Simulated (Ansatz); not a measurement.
# Abstraction of F: CH2F2 + C2HF2Sn → CH2F + C2HF3Sn

Species: CH2F2 (difluoromethane) `FCF`, singlet; C2HF2Sn `C#[C][Sn]([F])[F]`, doublet; CH2F `[CH2]F`, doublet; C2HF3Sn `C#[C][Sn]([F])([F])[F]`, singlet. A radical takes F: the energy is the difference in strength between the C–F bond broken and the Sn–F bond made.

Shapes, held fixed at every level: PBE0-D4/def2-TZVP. Programs: Ansatz 0.2.0. The zero-point and thermal change to 298 K, harmonic and unscaled (PBE0-D4/def2-TZVP), is -11.1 kJ/mol.

| level | kind | ΔH(298 K) (kJ/mol) | less CCSD(T)/def2-TZVPP |
| --- | --- | --- | --- |
| MP2/def2-SVP | perturbation theory | +25.3 | +6.2 |
| MP2/def2-TZVPP | perturbation theory | +20.0 | +0.9 |
| HF/def2-TZVPP | Hartree–Fock | +0.3 | -18.8 |
| SPW92/def2-TZVPP | LDA | +63.8 | +44.7 |
| r2SCAN-D4/def2-TZVPP | meta-GGA | +22.9 | +3.8 |
| wB97M-V/def2-TZVPP | range-separated hybrid | +29.6 | +10.5 |
| CCSD/def2-TZVPP | coupled cluster or CI | +17.7 | -1.4 |
| CCSD(T)/def2-TZVPP | coupled cluster or CI | +19.1 | 0.0 |

The highest level, CCSD(T)/def2-TZVPP, gives ΔH(298 K) = +19.1 kJ/mol; the levels span +0.3 to +63.8. The column of differences is taken from that level and isn't an error. No measured value is set beside it here. Open shells run unrestricted. For atoms past krypton def2 sets carry core potentials with scalar relativity. Outer-core shells of Sn are correlated in most correlated rows, in sets that cover them unevenly.

Fluorine transfer from difluoromethane to the stannyl radical is modestly endothermic, at +19.1 kJ/mol with CCSD(T), so the C–F bond broken is somewhat stronger than the Sn–F bond made. Both bonds are strong and polar, which leaves a small difference between two large quantities. The second fluorine on carbon strengthens the C–F bond through donation from its lone pairs into the neighbouring C–F antibonding orbital, a stabilisation largely lost in CH2F.

Hartree–Fock makes the reaction almost thermoneutral, whereas LDA makes it far too uphill. This suggests that correlation contributes more to the compact, more covalent C–F bond than to the longer, more ionic Sn–F bond, and that LDA exaggerates this imbalance through overbinding. The small change from CCSD to CCSD(T) gives no sign of strong multireference character. An uphill reaction is therefore well supported, but its exact size is less so, since MP2 still shifts by several kJ/mol between the two basis sets. The reaction enthalpy alone doesn't establish the barrier to abstraction.
